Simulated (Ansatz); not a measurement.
## A series in volume per atom on Ir₂O₅

Equation of state of a cubic crystal from periodic Kohn-Sham density functional theory without spin; pressure corrected for the finite basis. The results are calculated, by Ansatz 0.2.0 development build.

Cell of the first row (space group Pn-3m, No. 224):
```
CELL_PARAMETERS angstrom
4.97480 0.00000 0.00000
0.00000 4.97480 0.00000
0.00000 0.00000 4.97480
ATOMIC_POSITIONS crystal
Ir 0.00000 0.00000 0.00000
Ir 0.50000 0.50000 0.00000
Ir 0.50000 0.00000 0.50000
Ir 0.00000 0.50000 0.50000
O 0.50000 0.00000 0.00000
O 0.00000 0.50000 0.00000
O 0.00000 0.00000 0.50000
O 0.50000 0.50000 0.50000
O 0.75000 0.75000 0.25000
O 0.75000 0.25000 0.75000
O 0.25000 0.75000 0.75000
O 0.75000 0.25000 0.25000
O 0.25000 0.75000 0.25000
O 0.25000 0.25000 0.75000
```

Settings of every row: formula Ir2O5; structure type cubic X2O5; functional PBE; spin treatment none; k mesh 22x22x22; occupation method fermi-dirac; occupation width 0.061225619 eV; wave cutoff 420 eV; datasets soft-1 PAW; density cutoff ratio 4.

Limits: a cubic model structure, not a phase known at ambient conditions; no spin polarisation, a magnetic state may lie lower; no spin-orbit coupling, which can matter with elements this heavy.

| row | volume per atom (Å³) | energy above lowest point (meV/atom) | pressure (GPa) |
| --- | --- | --- | --- |
| 1 | 8.794 | 28.01 | 17.135 |
| 2 | 8.981 | 11.83 | 10.697 |
| 3 | 9.168 | 2.74 | 4.958 |
| 4 | 9.355 | 0 | -0.158 |
| 5 | 9.543 | ? | ? |
| 6 | 9.73 | 10.82 | -8.775 |
| 7 | 9.917 | 23.21 | -12.388 |

Question: what energy above lowest point and pressure should row 5 give?

Worked fit of energy above lowest point. Take u = (V_r/V)^(2/3) − 1 with V_r = 9.2615 Å³ an atom, which is twice the finite (Eulerian) strain; such expansions in the strain, on which the Birch-Murnaghan equation of state is built, carry the rest volume and the bulk modulus. The shown rows have u = 0.03513, 0.02071, 0.00679, -0.00667, -0.03236, -0.04457. Least squares give energy above lowest point = 0.626 + 202.37 × u + 16200.3 × u² + 6532 × u³ meV/atom; a parabola predicts inner rows, each left out in turn, worse (root mean square 0.12 against 0.012 meV/atom). The rows lie off it by 0.00, 0.01, -0.01, 0.01, 0.00, 0.00. Its lowest point lies at u = -0.0063, or V = 9.349 Å³ an atom, and the curvature there gives the bulk modulus at fixed shape and fractions, B = (4/9)(1 + u)² E″(u)/V = 242 GPa. The withheld row has u = -0.01976, so the fit gives 0.626 + 202.37 × (-0.01976) + 16200.3 × (-0.01976)² + 6532 × (-0.01976)³ = 2.90 meV/atom.

The calculation gave 2.89 meV/atom. The fit lies 0.01 meV/atom (0.036 % of the column's range) above it, one unit of the last digit.

Worked fit of pressure. Take u = (V_r/V)^(2/3) − 1 with V_r = 9.2615 Å³ an atom, which is twice the finite (Eulerian) strain; such expansions in the strain, on which the Birch-Murnaghan equation of state is built, carry the rest volume and the bulk modulus. The shown rows have u = 0.03513, 0.02071, 0.00679, -0.00667, -0.03236, -0.04457. Least squares give pressure = 2.327 + 379.537 × u + 1157.85 × u² + 1095 × u³ GPa; a parabola predicts inner rows, each left out in turn, worse (root mean square 0.021 against 0.0089 GPa). The rows lie off it by -0.002, 0.003, 0.000, -0.005, 0.004, -0.002 (root mean square 0.0031 GPa). The pressure vanishes at u = -0.0062, or V = 9.349 Å³ an atom, and there the bulk modulus at fixed shape and fractions is B = −V dP/dV = (2/3)(1 + u) dP/du = 242 GPa. The withheld row has u = -0.01976, so the fit gives 2.327 + 379.537 × (-0.01976) + 1157.85 × (-0.01976)² + 1095 × (-0.01976)³ = -4.729 GPa.

The calculation gave -4.716 GPa. The fit lies 0.013 GPa (0.044 % of the column's range) below it; its largest miss of a shown row is 0.005 GPa.
